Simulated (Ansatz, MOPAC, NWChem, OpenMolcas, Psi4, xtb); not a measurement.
## How methods differ on CH4AlNO (SMILES C1[NH][AlH][O]1)

CH4AlNO, singlet, SMILES `C1[NH][AlH][O]1`. Each level relaxes the structure for itself.

Each level gives the highest harmonic wavenumber at each level's own minimum (cm⁻¹). The values are calculated.

```tsv
level	kind	program	value (cm⁻¹)
AM1	semi-empirical	MOPAC	3614
PM3	semi-empirical	MOPAC	3570
GFN2-xTB	semi-empirical	xtb	3451
GFN1-xTB	semi-empirical	xtb	3309
HF/3-21G	Hartree–Fock	OpenMolcas	3838
HF/6-31G* (spherical functions)	Hartree–Fock	NWChem	3909
HF/6-31G* (Cartesian functions)	Hartree–Fock	OpenMolcas	3911
PBE0-D4/def2-TZVP	global hybrid	Ansatz	3705
PBE0-D4/def2-SVP (density fitting)	global hybrid	Psi4	3710
```

Harmonic and unscaled. The values span 3309 to 3911 cm⁻¹.

The highest mode is almost certainly the N–H stretch, since the molecule has no O–H bond and C–H and Al–H stretches lie lower. A light hydrogen on a stiff, short bond makes this a nearly local vibration, only weakly coupled to the ring. Hartree–Fock places it highest, at 3838 to 3911 cm⁻¹, as expected when missing electron correlation leaves the bond too stiff: correlation admits N–H antibonding character and flattens the well near the minimum. PBE0 gives 3705 and 3710 cm⁻¹, so enlarging the basis from def2-SVP to def2-TZVP matters far less here than the change from Hartree–Fock to the hybrid. All four semi-empirical values fall below the PBE0 pair, but they don't form a common group: AM1 comes fairly close to PBE0, whereas GFN1-xTB is much softer, which probably reflects its parametrisation of the N–H bond. Agreement on this stretch wouldn't establish a reliable description of the strained Al–N–C–O ring, whose deformations lie at much lower wavenumbers.
